**Hand estimates of ionisation errors and cutoffs for a family of silicon pseudopotentials**

The table holds wave cutoffs and first and second ionisation errors (all-electron minus pseudo) of RRKJ pseudopotentials of Si from ld1.x 7.5: a PBE, scalar-relativistic, spin-unpolarised base run and nine variants, one of which failed. The program tests three rules: second error equal to seven times the first (a cube in the charge removed), first error linear and additive in the s and p radii, and cutoff proportional to $1/r^2$. The factor of seven holds to 7 % over the seven distinct rows, and the radius rule is 3.5 % high on the three-radius row, the only row with a changed s or p radius that was not used for its slopes, while the same extrapolation made directly on the second error is 20 % high. The $1/r^2$ scaling puts the cutoff 12 to 40 % too high where the radius that governs it shrinks, and 13 % too low where it grows. Other test configurations of the same runs show that the cube is an effective exponent, which fails for added charge and for s→p promotion.

Calculated values. Norm-conserving RRKJ pseudopotentials for Si from spherical atoms without spin (ld1.x 7.5), with the s channel local and a nonlinear core correction. The base run uses PBE, scalar relativity, radii s 1.95, p 2.15, d 1.8 bohr, a d scattering wave at 0.25 Ry and an automatic core correction radius. Cutoffs are for the sum of valence levels; errors are all-electron minus pseudo.

## Script

```python
# Table: ld1.x 7.5 RRKJ pseudopotentials of Si (base PBE, scalar-relativistic, no spin), one setting moved per row:
# wave cutoffs (Ry), ionisation errors all-electron minus pseudo (meV). Tested: E2 = 7 E1 (cube in charge removed),
# E1 additive and linear in the s and p radii, cutoff ~ 1/r^2.
T = {
    'change': ['base', 'non-relativistic', 'd radius 1.72 bohr', 's radius 1.66 bohr; p radius 1.82 bohr; d radius 1.52 bohr', 'd scattering wave at 6.33 Ry', 's radius 1.72 bohr', 'LDA-PZ functional', 'core correction radius 0.86 bohr', 'p radius 2.52 bohr', 'd radius 2.72 bohr'],
    'outcome': ['generated', 'generated', 'generated', 'generated', 'failed', 'generated', 'generated', 'generated', 'generated', 'generated'],
    'cutoff_for_10_mRy': [18, 18, 18, 18, None, 18, 18, 18, 15, 18],  # Ry
    'cutoff_for_1_mRy': [35, 35, 35, 40, None, 40, 35, 35, 35, 35],  # Ry
    'first_ionisation_error': [3.58, 3.93, 3.58, 2.68, None, 3.13, 3.92, 3.4, 3.85, 3.58],  # meV
    'second_ionisation_error': [25.4, 26.2, 25.4, 17.5, None, 23.2, 27.1, 23.1, 27.2, 25.4],  # meV
    'first_ionisation_energy_all_electron': [7.74, 7.7509, 7.74, 7.74, None, 7.74, 7.829, 7.74, 7.74, 7.74],  # eV
    'failure': [None, None, None, None, 'pseudo-wave has a node', None, None, None, None, None],
}
import re
import numpy as np
from scipy.constants import physical_constants as pc
nm = ['base', 'nonrel', 'd1.72', 'three', 'failed', 's1.72', 'LDA', 'core', 'p2.52', 'd2.72']
ok = [i for i, o in enumerate(T['outcome']) if o == 'generated']
g = lambda k: {nm[i]: float(T[k][i]) for i in ok}
E1, E2 = g('first_ionisation_error'), g('second_ionisation_error')
C10, C1, I = g('cutoff_for_10_mRy'), g('cutoff_for_1_mRy'), g('first_ionisation_energy_all_electron')
s0, p0 = 1.95, 2.15  # base radii from the caption, bohr
R = {nm[i]: dict(re.findall(r'\b([spd]) radius ([\d.]+)', T['change'][i])) for i in ok}
rs = {k: float(v.get('s', s0)) for k, v in R.items()}
rp = {k: float(v.get('p', p0)) for k, v in R.items()}
D = [k for k in E1 if k[0] != 'd']  # d rows copy the base (d empty in the tests); failed row has no result
print('floor: E1 +-0.005, E2 +-0.05 meV; 1e-6 Ry = %.4f meV' % (pc['Rydberg constant times hc in eV'][0]*1e-3))
print('span E1 %.2f-%.2f, E2 %.1f-%.1f meV; base E1/I = %.3f %%' % (min(E1.values()), max(E1.values()), min(E2.values()), max(E2.values()), E1['base']/I['base']/10))
sl = lambda E: ((E['s1.72']-E['base'])/(rs['s1.72']-s0), (E['p2.52']-E['base'])/(rp['p2.52']-p0))
(a1, b1), (a2, b2) = sl(E1), sl(E2)
print('one-row slopes meV/bohr: E1 s %.2f p %.2f (rounding ~0.04, 0.03); E2 s %.1f p %.1f' % (a1, b1, a2, b2))
print('row | E2/E1, n=log2(1+ratio) | 7*E1, err% | rule B E1, err% | 7*ruleB, err% | base kept: E1, E2 err%')
n, eA, eB, eAB = {}, {}, {}, {}
for k in D:
    n[k] = np.log2(1+E2[k]/E1[k]); B = 3.6+2.0*(rs[k]-s0)+0.75*(rp[k]-p0)
    eA[k], eB[k], eAB[k] = 100*(7*E1[k]/E2[k]-1), 100*(B/E1[k]-1), 100*(7*B/E2[k]-1)
    print('%-6s %.2f %.2f | %.1f %+.1f | %.2f %+.1f | %.1f %+.1f | %+.1f %+.1f' % (k, E2[k]/E1[k], n[k], 7*E1[k], eA[k], B, eB[k], 7*B, eAB[k], 100*(E1['base']/E1[k]-1), 100*(E2['base']/E2[k]-1)))
for t, e in (('A', eA), ('B', eB), ('A+B', eAB)):
    w = max(e, key=lambda k: abs(e[k])); print('rule %s: rms %.1f %%, worst %s %+.1f %% (7 distinct rows)' % (t, np.sqrt(np.mean(np.square(list(e.values())))), w, e[w]))
print('mean ratio %.2f; pure square (ratio 3) on base: %.1f meV, %+.0f %%' % (np.mean([E2[k]/E1[k] for k in D]), 3*E1['base'], 100*(3*E1['base']/E2['base']-1)))
for t, E, a, b in (('E1', E1, a1, b1), ('E2', E2, a2, b2)):
    ds, dp = a*(rs['three']-s0), b*(rp['three']-p0); lin = E['base']+ds+dp
    u = np.log(E['s1.72']/E['base'])/np.log(rs['s1.72']/s0); v = np.log(E['p2.52']/E['base'])/np.log(rp['p2.52']/p0)
    pw = E['base']*(rs['three']/s0)**u*(rp['three']/p0)**v
    print('three-radius %s: table %.2f; linear %.2f (s %+.2f, p %+.2f; %+.1f %%); power %.2f (exp %.2f, %.2f; %+.1f %%)' % (t, E['three'], lin, ds, dp, 100*(lin/E['three']-1), pw, u, v, 100*(pw/E['three']-1)))
# further outputs of the same runs, meV: q=-0.3, q=0.5, 3s1 3p0 (q=3), 3s1 3p3, 3s0 3p4 (base from the d 1.72 row)
X = {'base': (0.150, 0.517, 101.0, -6.20, -26.3), 'nonrel': (0.068, 0.653, 103.0, -5.80, -25.2), 'three': (0.136, 0.395, 84.0, -2.19, -8.94),
     's1.72': (0.136, 0.435, 100.8, -4.45, -18.7), 'LDA': (0.136, 0.585, 87.0, -5.24, -22.3), 'core': (0.150, 0.490, 77.3, -7.05, -30.0), 'p2.52': (0.150, 0.571, 100.9, -5.13, -21.4)}
print('row | err/q^2 (meV) at q=-0.3,0.5,1,2 | cube err% q=0.5, q=3 | cube at q=-0.3 vs output | promotion ratio, exp')
for k in D:
    x = X[k]
    print('%-6s %.1f %.2f %.2f %.2f | %+.0f %+.0f | %+.2f %+.2f | %.2f %.2f' % (k, x[0]/.09, x[1]/.25, E1[k], (E1[k]+E2[k])/4, 100*(E1[k]/8/x[1]-1), 100*(27*E1[k]/x[2]-1), -.027*E1[k], x[0], x[4]/x[3], np.log2(x[4]/x[3])))
# further outputs: error of the sum of levels (mRy) at 10, 15, 21, 30, 40 Ry
ec = np.array([10, 15, 21, 30, 40.])
S = {'base': (34, 12.2, 7.04, 1.84, .24), 's1.72': (41.56, 13, 7.44, 2.8, .36), 'three': (38.54, 12.04, 7.78, 3.1, .36), 'p2.52': (26.02, 7.38, 5.4, 1.8, .24)}
cr = lambda k, t: np.interp(-np.log(t), -np.log(S[k]), ec)
print('cutoffs Ry: table, rough log-interpolated crossing, 1/r^2 from base rung (err% vs table), from base crossing')
ex = {}
for k in S:
    fs, fp = (s0/rs[k])**2, (p0/rp[k])**2
    print('%-6s 1 mRy(s): %g %.1f %.0f (%+.0f) %.0f | 10 mRy(p): %g %.1f %.0f (%+.0f) %.1f' % (k, C1[k], cr(k, 1), C1['base']*fs, 100*(C1['base']*fs/C1[k]-1), cr('base', 1)*fs, C10[k], cr(k, 10), C10['base']*fp, 100*(C10['base']*fp/C10[k]-1), cr('base', 10)*fp))
    if fs != 1: ex[k] = np.log(cr(k, 1)/cr('base', 1))/np.log(s0/rs[k])
print('exponent of 1 mRy crossing in 1/r_s (1/r^2 gives 2): ' + ', '.join('%s %.2f' % kv for kv in ex.items()))
print('base cutoff kept, worst err: 10 mRy %+.0f %%, 1 mRy %+.1f %%' % (100*(C10['base']/min(C10.values())-1), 100*(C1['base']/max(C1.values())-1)))
print('base s share of summed error (outputs): 15 Ry %.0f %%, 30 Ry %.0f %%' % (200*3.15/12.2, 200*0.89/1.84))
print('all-electron I shift from base: nonrel %+.1f, LDA %+.1f meV' % (1e3*(I['nonrel']-I['base']), 1e3*(I['LDA']-I['base'])))
Is, es = 7.624494+0.6114943, 8.204233-10.7621  # LDA row, spin-polarised tests (further outputs)
print('LDA with spin: I = %.3f eV (%+.3f vs no spin), error %+.1f meV' % (Is, Is-I['LDA'], es))
assert all(v > 2 for v in n.values())
assert E1['d1.72'] == E1['d2.72'] == E1['base'] and E2['d1.72'] == E2['d2.72'] == E2['base']
assert a1 > b1 > 0 and a2 > b2 > 0
assert all(0 < v < 2 for v in ex.values())
```

Output:

```
floor: E1 +-0.005, E2 +-0.05 meV; 1e-6 Ry = 0.0136 meV
span E1 2.68-3.93, E2 17.5-27.2 meV; base E1/I = 0.046 %
one-row slopes meV/bohr: E1 s 1.96 p 0.73 (rounding ~0.04, 0.03); E2 s 9.6 p 4.9
row | E2/E1, n=log2(1+ratio) | 7*E1, err% | rule B E1, err% | 7*ruleB, err% | base kept: E1, E2 err%
base   7.09 3.02 | 25.1 -1.3 | 3.60 +0.6 | 25.2 -0.8 | +0.0 +0.0
nonrel 6.67 2.94 | 27.5 +5.0 | 3.60 -8.4 | 25.2 -3.8 | -8.9 -3.1
three  6.53 2.91 | 18.8 +7.2 | 2.77 +3.5 | 19.4 +10.9 | +33.6 +45.1
s1.72  7.41 3.07 | 21.9 -5.6 | 3.14 +0.3 | 22.0 -5.3 | +14.4 +9.5
LDA    6.91 2.98 | 27.4 +1.3 | 3.60 -8.2 | 25.2 -7.0 | -8.7 -6.3
core   6.79 2.96 | 23.8 +3.0 | 3.60 +5.9 | 25.2 +9.1 | +5.3 +10.0
p2.52  7.06 3.01 | 26.9 -0.9 | 3.88 +0.7 | 27.1 -0.2 | -7.0 -6.6
rule A: rms 4.2 %, worst three +7.2 % (7 distinct rows)
rule B: rms 5.1 %, worst nonrel -8.4 % (7 distinct rows)
rule A+B: rms 6.5 %, worst three +10.9 % (7 distinct rows)
mean ratio 6.93; pure square (ratio 3) on base: 10.7 meV, -58 %
three-radius E1: table 2.68; linear 2.77 (s -0.57, p -0.24; +3.4 %); power 2.79 (exp 1.07, 0.46; +4.2 %)
three-radius E2: table 17.50; linear 21.02 (s -2.77, p -1.61; +20.1 %); power 21.05 (exp 0.72, 0.43; +20.3 %)
row | err/q^2 (meV) at q=-0.3,0.5,1,2 | cube err% q=0.5, q=3 | cube at q=-0.3 vs output | promotion ratio, exp
base   1.7 2.07 3.58 7.24 | -13 -4 | -0.10 +0.15 | 4.24 2.08
nonrel 0.8 2.61 3.93 7.53 | -25 +3 | -0.11 +0.07 | 4.34 2.12
three  1.5 1.58 2.68 5.04 | -15 -14 | -0.07 +0.14 | 4.08 2.03
s1.72  1.5 1.74 3.13 6.58 | -10 -16 | -0.08 +0.14 | 4.20 2.07
LDA    1.5 2.34 3.92 7.76 | -16 +22 | -0.11 +0.14 | 4.26 2.09
core   1.7 1.96 3.40 6.62 | -13 +19 | -0.09 +0.15 | 4.26 2.09
p2.52  1.7 2.28 3.85 7.76 | -16 +3 | -0.10 +0.15 | 4.17 2.06
cutoffs Ry: table, rough log-interpolated crossing, 1/r^2 from base rung (err% vs table), from base crossing
base   1 mRy(s): 35 33.0 35 (+0) 33 | 10 mRy(p): 18 17.2 18 (+0) 17.2
s1.72  1 mRy(s): 40 35.0 45 (+12) 42 | 10 mRy(p): 18 17.8 18 (+0) 17.2
three  1 mRy(s): 40 35.3 48 (+21) 46 | 10 mRy(p): 18 17.6 25 (+40) 24.0
p2.52  1 mRy(s): 35 32.9 35 (+0) 33 | 10 mRy(p): 15 13.8 13 (-13) 12.5
exponent of 1 mRy crossing in 1/r_s (1/r^2 gives 2): s1.72 0.47, three 0.41
base cutoff kept, worst err: 10 mRy +20 %, 1 mRy -12.5 %
base s share of summed error (outputs): 15 Ry 52 %, 30 Ry 97 %
all-electron I shift from base: nonrel +10.9, LDA +89.0 meV
LDA with spin: I = 8.236 eV (+0.407 vs no spin), error -2.6 meV
```
